\section{Bond-length change from the slope of the relativistic energy}

\subsection{Premises and conventions}

Consider a diatomic molecule in one Born--Oppenheimer electronic state. Its potential curve is written
\begin{equation}
V(R)=V_0(R)+\lambda E_1(R), \label{eq:split}
\end{equation}
where $V_0$ is the nonrelativistic curve, $E_1$ is the relativistic correction at fixed internuclear distance $R$, and $\lambda$ counts orders and is set to 1 at the end. The premises are:
\begin{enumerate}
\item[(P1)] $V_0$ and $E_1$ are smooth near the bond length and tend to finite limits as $R\to\infty$, for the same dissociation channel.
\item[(P2)] $V_0$ has a single minimum at $R_0$, with $V_0'<0$ for $R<R_0$, $V_0'>0$ for $R>R_0$, and $k\equiv V_0''(R_0)>0$.
\item[(P3)] $V$ rises steeply at short $R$, and $R_*$ denotes its lowest minimum.
\end{enumerate}
With $x=R-R_0$ the abbreviations are
\begin{equation}
f=V_0'''(R_0),\quad s=E_1'(R_0),\quad t=E_1''(R_0),\quad \Delta=E_1(\infty)-E_1(R_0). \label{eq:defs}
\end{equation}
Dissociation energies are positive for bound states and are measured from the minimum without zero-point energy: $D_e^{0}=V_0(\infty)-V_0(R_0)$ and $D_e=V(\infty)-V(R_*)$. Equation~\eqref{eq:split} is exact if $E_1$ is defined as the whole difference $V-V_0$. It is a truncation if $E_1$ is only the term of order $c^{-2}$; the consequences are given in Eqs.~\eqref{eq:e2x} and \eqref{eq:e2d}.

\subsection{Exact relations}

Set $\lambda=1$. Stationarity of $V$ at $R_*$ means
\begin{equation}
V_0'(R_*)=-E_1'(R_*). \label{eq:stat}
\end{equation}
By (P2), $V_0'(R_*)$ has the sign of $R_*-R_0$. Hence $R_*<R_0$ if and only if $E_1'(R_*)>0$. Since $V_0'(R_0)=0$, the left side is the integral of $V_0''$ from $R_0$ to $R_*$, and with $x_*=R_*-R_0$
\begin{equation}
x_*=-\frac{E_1'(R_*)}{\bar k},\qquad \bar k=\frac{1}{x_*}\int_{R_0}^{R_*}V_0''(R)\,dR>0 . \label{eq:mean}
\end{equation}
The slope at the unperturbed geometry carries similar information. Because $V'(R_0)=s$, a positive $s$ makes $V$ fall on moving inward from $R_0$, and with (P3) a minimum exists at $R<R_0$. It is the lowest one unless $E_1$ creates a second, deeper well outside $R_0$.

For the dissociation energy, add and subtract $V(R_0)$:
\begin{align}
D_e-D_e^0&=[V(\infty)-V(R_0)]-[V_0(\infty)-V_0(R_0)]+[V(R_0)-V(R_*)]\nonumber\\
&=\Delta+W,\qquad W\equiv V(R_0)-V(R_*)\ge 0 . \label{eq:deexact}
\end{align}
The term $\Delta$ is the vertical change at the old geometry. The relaxation energy $W$ is never negative, whether the bond shortens or lengthens, because $R_*$ is the lowest point of $V$.

\subsection{Expansion about the nonrelativistic minimum}

Taylor expansion of Eq.~\eqref{eq:split} gives
\begin{equation}
V=V_0(R_0)+\lambda E_1(R_0)+\tfrac12kx^2+\tfrac16fx^3+\lambda\left(sx+\tfrac12tx^2\right)+\dots \label{eq:taylor}
\end{equation}
and the condition $V'=0$ reads
\begin{equation}
kx+\tfrac12fx^2+\lambda s+\lambda tx+\dots=0 . \label{eq:cond}
\end{equation}
At $\lambda=0$ this has the root $x=0$, where its derivative with respect to $x$ is $k\neq0$. The implicit function theorem then guarantees a unique smooth branch $x_*(\lambda)=\lambda x_1+\lambda^2x_2+\dots$ for small $\lambda$. The omitted terms of Eq.~\eqref{eq:cond} are of the form $x^3$ and $\lambda x^2$, both $O(\lambda^3)$. Order $\lambda$ requires $kx_1+s=0$, and order $\lambda^2$ requires $kx_2+\tfrac12fx_1^2+tx_1=0$. Therefore
\begin{equation}
x_1=-\frac{s}{k},\qquad x_2=\frac{ts}{k^2}-\frac{fs^2}{2k^3}. \label{eq:x12}
\end{equation}
Insert the branch into Eq.~\eqref{eq:taylor}. At order $\lambda^2$ the energy changes by $\tfrac12kx_1^2+sx_1=-s^2/2k$. At order $\lambda^3$ it changes by $(kx_1+s)x_2+\tfrac16fx_1^3+\tfrac12tx_1^2$, in which the first term vanishes. Since $W$ is minus this change,
\begin{equation}
W=\lambda^2\frac{s^2}{2k}+\lambda^3W_3+O(\lambda^4),\qquad W_3=\frac{fs^3}{6k^3}-\frac{ts^2}{2k^2}. \label{eq:w}
\end{equation}
The leading terms, with $\lambda=1$, are the working result:
\begin{equation}
\delta R\simeq-\frac{E_1'(R_0)}{k},\qquad
\delta D_e\simeq E_1(\infty)-E_1(R_0)+\frac{E_1'(R_0)^2}{2k}. \label{eq:main}
\end{equation}
The force constant follows from $V''=k+fx+\lambda t+\dots$ at $x=\lambda x_1$:
\begin{equation}
k_*=k+\lambda\left(t-\frac{fs}{k}\right)+O(\lambda^2). \label{eq:k}
\end{equation}
For a normal bond $f<0$, so a contraction ($s>0$) stiffens the bond through anharmonicity alone, unless $t$ is negative enough to cancel the effect.

\subsection{Why contraction and strengthening are independent}

The shift depends on $E_1'$ near the bond length, whereas
\begin{equation}
\Delta=\int_{R_0}^{\infty}E_1'(R)\,dR \label{eq:int}
\end{equation}
samples the slope along the whole dissociation path. Replace $E_1$ by $E_1+Cg(R)$, where $g$ is smooth, equals 1 over an interval containing $R_*$ and $R_0$, and vanishes at infinity. All derivatives in that interval are unchanged, so $x_*$, $k_*$ and $W$ are unchanged, while $\Delta\to\Delta-C$. Any sign of $\delta D_e$ is thus compatible with a given contraction, as long as the well at $R_*$ remains the lowest and stays bound. The bond shortens and weakens when $s>0$ and $\Delta<-W$.

Equation~\eqref{eq:int} also shows what this case demands. If $E_1'\ge0$ for all $R\ge R_0$, then $\Delta\ge0$ and the contracted bond cannot be weaker. Shortening with weakening requires $E_1$ to pass through a maximum outside $R_0$, that is, a relativistic stabilisation of the free atoms that is lost in the molecule. Spin--orbit coupling supplies one. For an atom with a single $p$ electron and coupling $\zeta\,\mathbf l\cdot\mathbf s$ (in units of $\hbar^2$), the $j=\tfrac12$ level has $\langle\mathbf l\cdot\mathbf s\rangle=\tfrac12[j(j+1)-l(l+1)-\tfrac34]=-1$ and lies $\zeta$ below the spin-free level. In a closed-shell $^1\Sigma^+$ molecule the first-order spin--orbit energy is zero, so this mechanism contributes $-\zeta$ to $\Delta$ at first order. For AuH the fragments Au($^2S$) and H($^2S$) have no such term.

\subsection{The slope in first-order perturbation theory}

Let $H=H_0(R)+\lambda h(R)$, with $h$ the operator of order $c^{-2}$, whose one-electron part consists of the mass-velocity, Darwin and spin--orbit terms. For a nondegenerate normalised state $|0\rangle$ of $H_0$ the first-order energy is $E_1=\langle0|h|0\rangle$, and
\begin{equation}
E_1'=\langle0|\partial_Rh|0\rangle+2\,\mathrm{Re}\,\langle0|h|\partial_R0\rangle . \label{eq:slope1}
\end{equation}
Differentiating $(H_0-\varepsilon_0)|0\rangle=0$ and projecting on an eigenstate $|n\rangle\ne|0\rangle$ gives $\langle n|\partial_R0\rangle=\langle n|\partial_RH_0|0\rangle/(\varepsilon_0-\varepsilon_n)$. The component along $|0\rangle$ is purely imaginary by normalisation and drops out of the real part. With the sum including the continuum,
\begin{equation}
2\,\mathrm{Re}\,\langle0|h|\partial_R0\rangle
=2\,\mathrm{Re}\sum_{n\neq0}\frac{\langle0|h|n\rangle\langle n|\partial_RH_0|0\rangle}{\varepsilon_0-\varepsilon_n}
=2\,\mathrm{Re}\,\langle0^{(1)}|\partial_RH_0|0\rangle , \label{eq:inter}
\end{equation}
where $|0^{(1)}\rangle=\sum_{n\ne0}|n\rangle\langle n|h|0\rangle/(\varepsilon_0-\varepsilon_n)$ is the first-order relativistic change of the wave function. The left side needs only the nonrelativistic wave function and its variation with $R$. The right side is the Hellmann--Feynman force exerted by the relativistic change of the density. The two are one double-perturbation term read in two ways. The first reading underlies the analysis of Ziegler, Snijders and Baerends, in which the contraction is obtained without any relativistically contracted orbitals: as the bond is compressed, orthogonality to the heavy-atom core raises the kinetic energy of the valence electrons, and the negative mass-velocity term grows in magnitude. This is an interpretation of a computed positive slope. The sign of $s$ does not follow from the premises and must be calculated for each molecule.

If the energy is a true series in $c^{-2}$, so that $V=V_0+\lambda E_1+\lambda^2E_2+\dots$, Eq.~\eqref{eq:cond} gains the term $\lambda^2E_2'(R_0)$, and
\begin{align}
x_*&=\lambda x_1+\lambda^2\left[x_2-E_2'(R_0)/k\right]+O(\lambda^3), \label{eq:e2x}\\
\delta D_e&=\lambda\Delta+\lambda^2\left[\frac{s^2}{2k}+E_2(\infty)-E_2(R_0)\right]+O(\lambda^3). \label{eq:e2d}
\end{align}
The relaxation term is then of order $c^{-4}$, the same order as the vertical second-order difference, and retaining the first without the second is inconsistent. A rough scale comes from the Dirac $1s$ level of a point nucleus, in hartree,
\begin{equation}
\frac{\sqrt{1-(Z\alpha)^2}-1}{\alpha^2}=-\frac{Z^2}{2}-\frac{Z^4\alpha^2}{8}-\frac{Z^6\alpha^4}{16}-\dots, \label{eq:dirac}
\end{equation}
whose second correction is $(Z\alpha)^2/2$ times the first. For $Z=79$, $Z\alpha=0.576$ and the ratio is 0.166. It refers to a one-electron ion and is no bound for valence differences, but it shows that higher orders are not negligible for gold. For such elements $E_1$ in Eq.~\eqref{eq:main} should be the full difference between a relativistic and a nonrelativistic curve computed at the same level of theory.

\subsection{Range of validity}

Equations~\eqref{eq:stat}--\eqref{eq:deexact} hold under (P1)--(P3) for a correction of any size. The linear shift in Eq.~\eqref{eq:main} needs both parts of $x_2/x_1$ to be small:
\begin{equation}
\left|\frac{t}{k}\right|\ll1,\qquad\left|\frac{fs}{2k^2}\right|\ll1 . \label{eq:valid}
\end{equation}
The same two ratios control the energy, since $W_3$ divided by $s^2/2k$ equals $fs/3k^2-t/k$. The expansion fails for soft bonds with small $k$, near avoided crossings where $E_1$ varies rapidly, and when relativity changes the ground state of the molecule or of a fragment, so that (P1) refers to different channels. It is at its best for small increments, such as Breit or QED terms added to an already relativistic curve, in which case $k$ and $R_0$ are those of that curve. For several coordinates the same steps give $\delta\mathbf q=-\mathbf K^{-1}\mathbf g$ and $W=\tfrac12\mathbf g^{T}\mathbf K^{-1}\mathbf g$, with $\mathbf K$ the Hessian of $V_0$ and $\mathbf g=\nabla E_1$; a positive slope along one bond then no longer fixes the sign of that bond's change, because $\mathbf K^{-1}$ couples the coordinates. For uniform compression of a crystal of cell volume $\Omega$, where $V_0''=B/\Omega$ with $B$ the nonrelativistic bulk modulus, the result is $\delta\Omega/\Omega=-E_1'(\Omega)/B$.

\subsection{A model for AuH}

Take a Morse curve for $V_0$ and an exponential form for $E_1$ in the bond region:
\begin{equation}
V_0=D_e^0\left(1-y\right)^2,\quad y=e^{-ax};\qquad E_1=E_1(R_0)+\frac{s}{b}\left(1-e^{-bx}\right). \label{eq:model}
\end{equation}
Differentiation gives $k=2a^2D_e^0$, $f=-3ak$ and $t=-bs$. The inputs are approximate values typical of nonrelativistic AuH, $R_0=1.75$~\AA, $D_e^0=2.10$~eV and $a=1.50$~\AA$^{-1}$. Then $k=9.45$~eV\,\AA$^{-2}$. Approximate masses of 1.008~u and 196.97~u give $\mu=1.003$~u, and $\tilde\omega_0=\sqrt{k/\mu}/2\pi c=1.60\times10^3$~cm$^{-1}$. The slope $s=2.20$~eV\,\AA$^{-1}$ is chosen so that the case $b=a$ contracts by about 0.2~\AA, the typical size for this molecule. The contraction is therefore an input, and the exercise tests the truncation in Eq.~\eqref{eq:main}.

Define $u=s/(2aD_e^0)=a|x_1|=0.349$. Equations~\eqref{eq:x12} and \eqref{eq:w} become
\begin{equation}
x_1=-\frac ua,\qquad x_2=x_1^2\left(\tfrac32a-b\right),\qquad \frac{s^2}{2k}=D_e^0u^2,\qquad W_3=\frac{s^3}{2k^2}(b-a), \label{eq:modelser}
\end{equation}
so that $x_1=-0.233$~\AA\ and $s^2/2k=0.26$~eV for every $b$. The exact condition $V'=2aD_e^0(y-y^2)+sy^{b/a}=0$, divided by $2aD_e^0$, is $y^2-y=uy^{b/a}$, which is solvable in closed form in three cases. With $x_*=-a^{-1}\ln y_*$ and $V''=2a^2D_e^0(2y^2-y)-bsy^{b/a}$:
\begin{align}
b\to0:&\quad y_*=\tfrac12\left(1+\sqrt{1+4u}\right), & k_*/k&=y_*+2u,\nonumber\\
b=a:&\quad y_*=1+u, & k_*/k&=(1+u)^2,\nonumber\\
b=2a:&\quad y_*=1/(1-u), & k_*/k&=1/(1-u). \label{eq:closed}
\end{align}
The relaxation energies, from $W=V(R_0)-V(R_*)$, are $s|x_*|-D_e^0(y_*-1)^2$, $D_e^0u^2$ and $D_e^0u^2/(1-u)$ in the same order.

\begin{center}
\begin{tabular}{lccccc}
\hline
$b$ & $x_2$ (\AA) & $x_1+x_2$ (\AA) & $x_*$ (\AA) & $W$ (eV) & $k_*/k$\\
\hline
$0$ & $+0.122$ & $-0.111$ & $-0.161$ & 0.20 & 1.97\\
$a$ & $+0.041$ & $-0.192$ & $-0.200$ & 0.26 & 1.82\\
$2a$ & $-0.041$ & $-0.273$ & $-0.286$ & 0.39 & 1.54\\
\hline
\end{tabular}
\end{center}

The same slope yields a contraction in all three cases, but its size ranges from 0.161 to 0.286~\AA\ around the linear estimate of 0.233~\AA. The criteria \eqref{eq:valid} are not met: $|fs/2k^2|=\tfrac32u=0.52$, and $|t/k|=u$ for $b=a$. Keeping the anharmonic ratio below 0.1 would require $|x_1|<0.044$~\AA. For $b=a$ the small $x_2$ is the residue of an anharmonic part of $+0.122$~\AA\ and a curvature part of $-0.081$~\AA. The two parts of $W_3$, each 0.09~eV in magnitude, cancel, and $W=s^2/2k$ holds exactly; this is a property of that functional form only. For $b\to0$ the square root has a branch point at $u=-\tfrac14$, so the series in $\lambda$ converges only for $|u|<\tfrac14$ and diverges at the present slope, while for $b=a$ and $b=2a$ the radius is $|u|=1$. The exact form \eqref{eq:mean} shows the competition for $b=a$: the slope at $R_*$ has grown to $sy_*=2.97$~eV\,\AA$^{-1}$, but the mean curvature has grown faster, to $\bar k=14.9$~eV\,\AA$^{-2}$.

For $b=a$ the model has $R_*=1.55$~\AA\ and $\tilde\omega_*=(1+u)\tilde\omega_0=2.16\times10^3$~cm$^{-1}$. The harmonic zero-point energy rises by 0.035~eV, which must be subtracted from $\delta D_e$ to obtain the change in $D_0$.

The dissociation energy needs the separate input $\Delta$. If the exponential in Eq.~\eqref{eq:model} held out to infinity, $\Delta=s/a=1.47$~eV and $\delta D_e=1.72$~eV. This overshoots by more than half the relativistic strengthening of roughly 1~eV that is typical knowledge for AuH. A slowly varying term $Cg(R)$ changes $\Delta$ without touching the geometry. The value $\Delta=0.80$~eV, chosen to reproduce the typical strengthening, gives the model $\delta D_e=1.06$~eV and $D_e=3.16$~eV, of which relaxation supplies 0.26~eV. A hypothetical $\Delta=-0.50$~eV gives $\delta D_e=-0.24$~eV. In all three cases the model's bond is shorter by the same 0.200~\AA\ and has the same force constant.